**Nb⁺ 4d⁴: term gap and fine structure of ⁵D and ³P(1) against measured levels**

The table holds NIST's measured ⁵D and ³P(1) levels of Nb⁺ and the errors of CASSCF, MS-CASPT2 and SS-CASPT2 with a 4d active space (OpenMolcas, ANO-R3, X2C, spin-orbit coupling by state interaction). The program tests the Landé interval rule, the Racah form of the CASSCF triplet energies, an L(L+1) trend in the PT2 lowering, and a d⁴ intermediate-coupling model that uses the term energies of the runs and one spin-orbit constant fitted to the CASSCF ⁵D levels. PT2 removes 69% of the error in the ⁵D–³P(1) gap and leaves about 2560 cm⁻¹. With ζ = 468 cm⁻¹ unchanged, the model reproduces the PT2 change of the ⁵D levels to about 10 cm⁻¹ through the smaller energy denominators alone. With ³P(1) moved to its measured position, the model puts the ⁵D levels up to 86 cm⁻¹ too high and leaves the ³P(1) span about 300 cm⁻¹ too wide.

Levels of Nb⁺ from OpenMolcas 26.06: state-averaged CASSCF and CASPT2 (IPEA shift 0.25 Ha, imaginary shift 0.1 Ha), active shell in brackets, with X2C, ANO-R3, a finite nucleus and spin-orbit coupling by state interaction with atomic mean-field integrals. Computed and measured (NIST) levels are paired by configuration, term and J, each set counted from its ⁵D₀.

## Program and output

```python
# Table: Nb+ 4d4 5D and 3P(1) levels (cm-1), NIST measured and errors of OpenMolcas CASSCF, MS- and SS-CASPT2
# (4d space, ANO-R3, X2C, state-interaction spin-orbit). Tested: Lande rule, Racah form of the CASSCF terms,
# L(L+1) trend of the PT2 lowering, and d4 intermediate coupling (run term energies + one zeta).
T = {
    'level': ['4d4 5D 0', '4d4 5D 1', '4d4 5D 2', '4d4 5D 3', '4d4 5D 4', '4d4 3P(1) 0', '4d4 3P(1) 1', '4d4 3P(1) 2'],
    'measured': [0, 159, 438, 801, 1225, 5562, 6192, 7261],  # 1/cm
    'err_casscf_4d': [0, -20, -40, -40, -20, 7900, 8060, 8270],  # 1/cm
    'err_ms_caspt2_4d': [0, 0, 0, 10, 10, 2340, 2480, 2660],  # 1/cm
    'err_ss_caspt2_4d': [0, 0, 0, 10, 10, 2340, 2480, 2660],  # 1/cm
}
import numpy as np, itertools as it
from sympy.physics.wigner import wigner_3j as w3
from scipy.optimize import minimize_scalar as msc
J=np.array([int(x.split()[-1]) for x in T['level']]); tm=[x.split()[1][:2] for x in T['level']]
M=np.array(T['measured'],float); er={k:np.array(T['err_%s_4d'%k],float) for k in ('casscf','ms_caspt2','ss_caspt2')}
lv={'measured':M,**{k:M+v for k,v in er.items()}}; D=np.array([t=='5D' for t in tm]); P=~D
f=lambda a:' '.join('%.0f'%x for x in a); cg=lambda x,m:np.average(x[m],weights=2*J[m]+1)
print('all in cm-1; rounding floor: 5 on a level, 10 on an interval')
for k,x in lv.items():
    print(k,'| 5D int/J',f(np.diff(x[D])/J[D][1:]),'| 3P int/J',f(np.diff(x[P])/J[P][1:]),'| 3P span %.0f | centre gap %.0f'%(np.ptp(x[P]),cg(x,P)-cg(x,D)))
ge={k:cg(v,P)-cg(v,D) for k,v in er.items()}; gm=cg(M,P)-cg(M,D)
for k in er: print(k,'gap error %.0f (%.0f%% of measured), span error %.0f (%.0f%%)'%(ge[k],100*ge[k]/gm,np.ptp(lv[k][P])-np.ptp(M[P]),100*(np.ptp(lv[k][P])/np.ptp(M[P])-1)))
print('gap error removed by PT2: %.0f = %.0f%%'%(ge['casscf']-ge['ss_caspt2'],100*(1-ge['ss_caspt2']/ge['casscf'])))
# term energies and spin-orbit lowerings typed from the further outputs of the same runs (CASSCF, SS-CASPT2)
nm='5D 3H 3P 3F 3G 1I 1G 3D 1S 1D 1F 3F2 3P2 1G2 1D2'.split(); low=(790.6,853.0)
c=dict(zip(nm,[0,12601.5,14109.0,14457.0,15765.9,18841.5,19908.0,20196.0,23096.9,24561.7,28231.2,33315.6,33663.6,37578.7,50452.6]))
s=dict(zip(nm,[0,9646.0,8426.1,10211.0,11851.7,14431.4,14958.7,14955.1,17045.7,15807.9,19710.1,24739.1,24730.6,28198.3,38092.5]))
for n,t in (('CASSCF',c),('SS-PT2',s)):
    print(n,'(3G-3H)/5 %.1f (3D-3H)/12 %.1f mean3P %.0f mean3F %.0f 3P-3H %.0f'%((t['3G']-t['3H'])/5,(t['3D']-t['3H'])/12,(t['3P']+t['3P2'])/2,(t['3F']+t['3F2'])/2,t['3P']-t['3H']))
B=(c['3G']-c['3H'])/5; C=((c['3P']+c['3P2'])/2-c['3H']-12*B)/1.5
print('triplet B %.0f C %.0f C/B %.2f; 4B+4C %.0f; 5D relaxation from triplet orbitals %.0f'%(B,C,C/B,4*B+4*C,c['3H']-4*B-4*C))
tr=['3P','3D','3F','3G','3H']; x=np.array([L*(L+1) for L in range(1,6)]); y=np.array([c[t]-s[t] for t in tr]); p=np.polyfit(x,y,1)
print('PT2 lowering vs 5D',tr,f(y)); print(' fit %.0f %+.0f L(L+1); residuals'%(p[1],p[0]),f(y-np.polyval(p,x)),'| upper 3F,3P lowering',f([c['3F2']-s['3F2'],c['3P2']-s['3P2']]))
ds=[sum(1<<i for i in o) for o in it.combinations(range(10),4)]; ix={d:i for i,d in enumerate(ds)}; E=np.zeros((10,10,210,210))
sg=lambda d,i:(-1)**bin(d&((1<<i)-1)).count('1')
for d in ds:
    for q in range(10):
        for r in range(10):
            e=d^(1<<q)
            if d>>q&1 and not e>>r&1: E[r,q,ix[e|1<<r],ix[d]]=sg(d,q)*sg(e,r)
up=lambda a,b:np.tensordot(np.kron(a,b),E,2); m=range(-2,3); I5,I2=np.eye(5),np.eye(2)
lz=np.diag(np.arange(-2.,3)); lp=np.diag([np.sqrt(6-i*(i+1)) for i in range(-2,2)],-1); sz=np.diag([.5,-.5]); sp=np.array([[0,1.],[0,0]])
sq=lambda z,u:z@z+(u@u.T+u.T@u)/2
Lz,Lp,Sz,Sp=up(lz,I2),up(lp,I2),up(I5,sz),up(I5,sp); L2,S2,J2=sq(Lz,Lp),sq(Sz,Sp),sq(Lz+Sz,Lp+Sp)
SO=up(lz,sz)+(up(lp,sp.T)+up(lp.T,sp))/2; H=0
for k,F in ((2,49*(B+C/7)),(4,441*C/35)):
    for q in range(-k,k+1):
        G=up(np.array([[float((-1)**a*5*w3(2,k,2,0,0,0)*w3(2,k,2,-a,q,b)) for b in m] for a in m]),I2); H=H+F/2*G@G.T
w,V=np.linalg.eigh(H); qn=lambda O,U:np.rint(np.sqrt(1+4*np.abs(np.einsum('ij,ij->j',U,O@U)))).astype(int)
ky=np.array([str(a)+'SPDFGHI'[(b-1)//2] for a,b in zip(qn(S2,V),qn(L2,V))])
ky=np.array([k+('2' if e>w[ky==k].min()+1 else '') for k,e in zip(ky,w)]); V=V[:,ky!='1S2']; ky=ky[ky!='1S2']
so,j2,LS=V.T@SO@V,V.T@J2@V,V.T@(J2-L2-S2)@V/2
def lev(t,z):
    e,U=np.linalg.eigh(np.diag([float(t[k]) for k in ky])+z*so); j=(qn(j2,U)-1)//2
    i=[np.argmax((U[ky==a]**2).sum(0)*(j==b)) for a,b in zip(tm,J)]
    return e[i]-e[0],-e[0],100*(1-np.array([(U[ky==a,n]**2).sum() for a,n in zip(tm,i)]))
fit=lambda t,x:msc(lambda z:((lev(t,z)[0]-x)[D]**2).sum(),bounds=(300,700),method='bounded').x
z=fit(c,lv['casscf']); print('zeta from 5D: CASSCF %.0f (used below); refit on SS-PT2 %.0f'%(z,fit(s,lv['ss_caspt2'])))
A={t:np.sum((so*LS)[np.ix_(ky==t,ky==t)])/np.sum(LS[np.ix_(ky==t,ky==t)]**2) for t in ('5D','3P')}
print('first order A/zeta: 5D %.3f 3P %.3f; A %.0f %.0f; spans %.0f %.0f; lowering %.0f'%(A['5D'],A['3P'],A['5D']*z,A['3P']*z,10*A['5D']*z,3*A['3P']*z,6*A['5D']*z))
g=ge['ss_caspt2']; s1={**s,'3P':s['3P']-g}; s2={k:(v-g if k!='5D' else 0) for k,v in s.items()}
for n,t,k in (('CASSCF terms',c,'casscf'),('SS-PT2 terms',s,'ss_caspt2'),('PT2, 3P lowered',s1,'measured'),('PT2, all lowered',s2,'measured')):
    a,b,u=lev(t,z); print(n,'vs',k,': lowering %.0f, 3P span %.0f, 5D-refit zeta %.0f'%(b,np.ptp(a[P]),fit(t,lv[k])))
    print('  model',f(a)); print('  model-target',f(a-lv[k]),'| worst',T['level'][np.argmax(abs(a-lv[k]))]); print('  foreign-term %',' '.join('%.1f'%v for v in u))
print('change CASSCF->PT2 in 5D levels: model',f((lev(s,z)[0]-lev(c,z)[0])[D]),'| table',f((er['ss_caspt2']-er['casscf'])[D]))
print('run spin-orbit lowering %.0f -> %.0f, change %.0f; model change %.0f'%(*low,low[1]-low[0],lev(s,z)[1]-lev(c,z)[1]))
assert abs(er['ms_caspt2']-er['ss_caspt2']).max()<=10
assert (np.diff(np.diff(M[D])/J[D][1:])<0).all()
assert 0.2<ge['ss_caspt2']/ge['casscf']<0.4 and (np.diff(er['ss_caspt2'][P])>0).all()
assert abs(B-(c['3D']-c['3H'])/12)<1 and abs(A['5D']-0.25)<1e-6
```

Running it gives:

```
all in cm-1; rounding floor: 5 on a level, 10 on an interval
measured | 5D int/J 159 140 121 106 | 3P int/J 630 534 | 3P span 1699 | centre gap 5944
casscf | 5D int/J 139 130 121 111 | 3P int/J 790 640 | 3P span 2069 | centre gap 14132
ms_caspt2 | 5D int/J 159 140 124 106 | 3P int/J 770 624 | 3P span 2019 | centre gap 8502
ss_caspt2 | 5D int/J 159 140 124 106 | 3P int/J 770 624 | 3P span 2019 | centre gap 8502
casscf gap error 8188 (138% of measured), span error 370 (22%)
ms_caspt2 gap error 2558 (43% of measured), span error 320 (19%)
ss_caspt2 gap error 2558 (43% of measured), span error 320 (19%)
gap error removed by PT2: 5630 = 69%
CASSCF (3G-3H)/5 632.9 (3D-3H)/12 632.9 mean3P 23886 mean3F 23886 3P-3H 1508
SS-PT2 (3G-3H)/5 441.1 (3D-3H)/12 442.4 mean3P 16578 mean3F 17475 3P-3H -1220
triplet B 633 C 2460 C/B 3.89; 4B+4C 12372; 5D relaxation from triplet orbitals 229
PT2 lowering vs 5D ['3P', '3D', '3F', '3G', '3H'] 5683 5241 4246 3914 2956
 fit 5737 -95 L(L+1); residuals 136 74 -352 76 66 | upper 3F,3P lowering 8576 8933
zeta from 5D: CASSCF 468 (used below); refit on SS-PT2 465
first order A/zeta: 5D 0.250 3P 1.479; A 117 692; spans 1169 2075; lowering 701
CASSCF terms vs casscf : lowering 794, 3P span 2115, 5D-refit zeta 468
  model 0 139 400 762 1204 13435 14247 15550
  model-target 0 0 2 1 -1 -27 -5 19 | worst 4d4 3P(1) 0
  foreign-term % 0.7 0.5 0.2 0.2 0.4 2.2 0.8 1.2
SS-PT2 terms vs ss_caspt2 : lowering 858, 3P span 2070, 5D-refit zeta 465
  model 0 160 444 813 1243 7871 8668 9941
  model-target 0 1 6 2 8 -31 -4 20 | worst 4d4 3P(1) 0
  foreign-term % 1.9 1.2 0.6 0.4 0.8 3.5 1.5 1.5
PT2, 3P lowered vs measured : lowering 927, 3P span 2001, 5D-refit zeta 436
  model 0 186 498 882 1311 5485 6227 7486
  model-target 0 27 60 81 86 -77 35 225 | worst 4d4 3P(1) 2
  foreign-term % 3.9 2.4 0.9 0.4 0.8 5.0 2.5 1.3
PT2, all lowered vs measured : lowering 929, 3P span 2014, 5D-refit zeta 441
  model 0 186 495 871 1286 5453 6222 7467
  model-target 0 27 57 70 61 -109 30 206 | worst 4d4 3P(1) 2
  foreign-term % 4.0 2.4 1.0 0.7 1.5 5.6 2.6 1.9
change CASSCF->PT2 in 5D levels: model 0 21 43 51 40 | table 0 20 40 50 30
run spin-orbit lowering 791 -> 853, change 62; model change 64
```
